## Twelve ways to shake Bi₂Te₃

Bismuth telluride is a stack of layers, each five atomic planes thick in the order Te–Bi–Te–Bi–Te. Within a layer the atoms are bonded; between layers, tellurium faces tellurium across a wider gap. The table lists the vibrations in which every unit cell moves in step, that is, those at wave vector q = 0. Each phonon frequency is a wavenumber in cm⁻¹, computed for small displacements about the relaxed atomic positions.

Phonon frequencies of Bi₂Te₃ (R-3m, 5-atom cell) at q = 0 (q row 1), from GPAW 26.7.0 with the LDA functional, PAW data sets and a dzp atomic-orbital basis. The atoms were relaxed in a fixed cell before being displaced. All runs use a 5×5×5 k mesh, a grid spacing of 0.16 Å and Fermi–Dirac smearing of 0.05 eV, without spin–orbit coupling.

```csv
row,phonon q row (row),phonon frequency (cm⁻¹)
1,1,0.00
2,1,0.00
3,1,0.00
4,1,48.60
5,1,48.60
6,1,82.80
7,1,82.80
8,1,90.70
9,1,98.80
10,1,108.70
11,1,108.70
12,1,117.20
13,1,117.20
14,1,157.30
15,1,173.70
```

### 1. Why are there fifteen frequencies, and why are three of them zero?

The cell holds five atoms, and each can move in three directions, which makes 3 × 5 = 15 independent motions. In three of them all atoms shift together, so no bond changes and no force pulls back. The other twelve, the optical modes, move atoms against each other. The argument holds for any crystal. On a real-space grid, though, the raw forces seldom cancel perfectly, so zeros this clean suggest that the rule was imposed afterwards. They are then no measure of the accuracy of the calculation.

### 2. Why do some frequencies come in pairs?

Every atom in this structure sits on a threefold axis that runs across the layers. A motion along the axis stands alone. A motion within the plane has an equal partner at right angles to it, because under a threefold axis the restoring forces for small displacements are the same in every direction of the plane. The four pairs in the table are therefore in-plane vibrations, and the four single optical frequencies are vibrations along the axis.

### 3. Which motion is stiffer, along the axis or in the plane?

Motion along the axis is stiffer. The root mean square of the four single frequencies is 135 cm⁻¹, and that of the four pairs is 93 cm⁻¹. Squares are the right thing to compare, because a squared frequency is a restoring force per displacement divided by a mass. Summed over all modes of one direction, the squares give the total pull on the atoms when each kind is displaced in turn, weighted by the inverse masses. The masses are the same for both directions, so the ratio (135/93)² ≈ 2.1 compares forces alone.

### 4. Can the Bi–Te bonds explain this factor of two?

Let each bond be a spring that resists only stretching. If the bond makes an angle θ with the axis, it resists an axial displacement in proportion to cos²θ. Three such bonds, spread evenly around the axis, resist an in-plane displacement in proportion to ½ sin²θ per bond. The ratio of axial to in-plane stiffness is then 2 cos²θ/sin²θ, whatever the strength of the spring.

The bond from Bi to the central Te is 3.20 Å long and spans 2.53 Å sideways. The square of its height is 3.20² − 2.53² ≈ 3.8 Å², and the square of its sideways span is about 6.4 Å². The ratio is 2 × 3.8/6.4 ≈ 1.2. The shorter bond to the outer Te lies flatter and gives 0.9.

Any mixture of the two springs must fall between these limits, so the model fails clearly against the computed 2.1. No frequency was used to set the limits; they follow from the geometry alone. A further spring between the Te atoms that face each other across the gap would favour the axis, but if the two kinds of Bi–Te bond are taken as equally strong, it would have to be about eleven times as strong as either, which is absurd for the weakest contact in the crystal. The extra axial stiffness must come largely from forces that simple springs leave out. Resistance to bending of bond angles and forces that reach beyond the nearest neighbours are candidates, but their shares are untested. The printed output gives the spring estimates for all three contacts.

### 5. What would change if selenium replaced tellurium?

Lighter atoms on the same springs vibrate faster. If all forces stayed as they are, no frequency would fall, and none could rise by more than the square root of the mass ratio, √(128/79) ≈ 1.27. The typical rise is smaller, because bismuth keeps its mass and takes part in the motion. An exact rule for the product of the frequencies puts the increase of their geometric mean at 17%.

Replacing bismuth by antimony instead would raise the mean by 11%. The mass ratio is slightly larger in this case, but only two of the five atoms become lighter. Real substitution also changes bond lengths and forces, so these figures isolate the effect of mass.

### 6. What would the electric field of the vibration add?

Some vibrations shift positive against negative charge and so set up an electric field that stretches over many cells. This field adds a restoring force. The shift in frequency that it causes, known as LO–TO splitting, is left out of the calculation. The crystal has a centre of inversion, and only modes that are odd under inversion carry such a field: two of the single modes and two of the pairs. For a wave travelling along the axis the two single modes can move up; for a wave travelling in the plane the two pairs can split. The other optical modes stay where they are.

### 7. What do such low frequencies mean for a device?

Bi₂Te₃ is the working material of thermoelectric coolers, which hold laser diodes and detectors at a steady temperature. At 300 K the thermal energy corresponds to about 209 cm⁻¹, above every frequency in the table. All twelve optical modes are therefore well excited in a working cooler, the lowest with about four quanta on average. Excited vibrations can scatter both the charge carriers and the vibrations that carry heat. The first effect harms the cooler, and the second helps it.

### 8. Which digits can be trusted?

The decimals cannot, and for the lowest modes not even the first digit is safe. Measured values, roughly recalled, are near 36 cm⁻¹ for the lowest optical mode and near 130 cm⁻¹ for the highest; the computed ones lie about a third above both. The misfit is uneven in between: matched in order of frequency, the second pair, at 82.8 cm⁻¹, lies more than half above its measured counterpart, while the second single mode, at 98.8 cm⁻¹, is close to its own. One likely reason is that the atoms relaxed in a fixed cell to a layer that is too thin, with a gap of 2.9 Å between the facing Te planes against roughly 2.6 Å in experiment. Shorter bonds are stiffer. Spin-orbit coupling, which is known to soften these vibrations and is strong in bismuth, was also left out.

How much each of these contributes is untested, and so are the errors from the coarse k mesh, from the limited atomic-orbital basis and from the real-space grid in a very skewed cell, a cell shape about which the program itself warned. The number of modes and their pairing rest on symmetry and are safe. The factor of two between the directions has no such protection, because the errors are uneven and squaring enlarges them. The order of neighbouring levels is not safe either: the single modes at 90.7 and 98.8 cm⁻¹ are only 8 cm⁻¹ apart, far less than the error of the highest mode. A practical rule follows: take the count and the pairing from this table, but before assigning a measured line to one of its frequencies, repeat the calculation in a compact cell with a finer k mesh, a larger basis and spin-orbit coupling.

The analysis program printed:

```
number of optical modes: 12
highest over lowest optical frequency: 3.574
root mean square of the four single modes, cm-1: 135
root mean square of the four pairs, cm-1: 93.23
summed squared frequencies, along axis over one in-plane direction: 2.097
outer and central Bi-Te bond and Te-Te contact across the gap, angstrom: 3.048, 3.197, 3.828
height of the gap between Te planes, angstrom: 2.871
axis over plane ratio if only outer Bi-Te, central Bi-Te or Te-Te springs act: 0.8979, 1.187, 2.57
Te-Te spring over equal Bi-Te springs needed to reach the table's ratio: 10.89
geometric mean of optical frequencies, cm-1: 96.39
factor on geometric mean, Te replaced by Se, same forces: 1.168
largest possible factor on any mode, Te replaced by Se: 1.273
factor on geometric mean, Bi replaced by Sb, same forces: 1.11
largest possible factor on any mode, Bi replaced by Sb: 1.309
gap between the two lower single modes, cm-1: 8.1
gap between the two upper pairs, cm-1: 8.5
highest mode above rough recalled measurement of 130 cm-1, percent: 33.62
lowest optical mode above rough recalled measurement of 36 cm-1, percent: 35
thermal energy at 300 K, cm-1: 208.5
mean number of quanta at 300 K in the lowest optical mode: 3.81
mean number of quanta at 300 K in the highest mode: 0.769
```
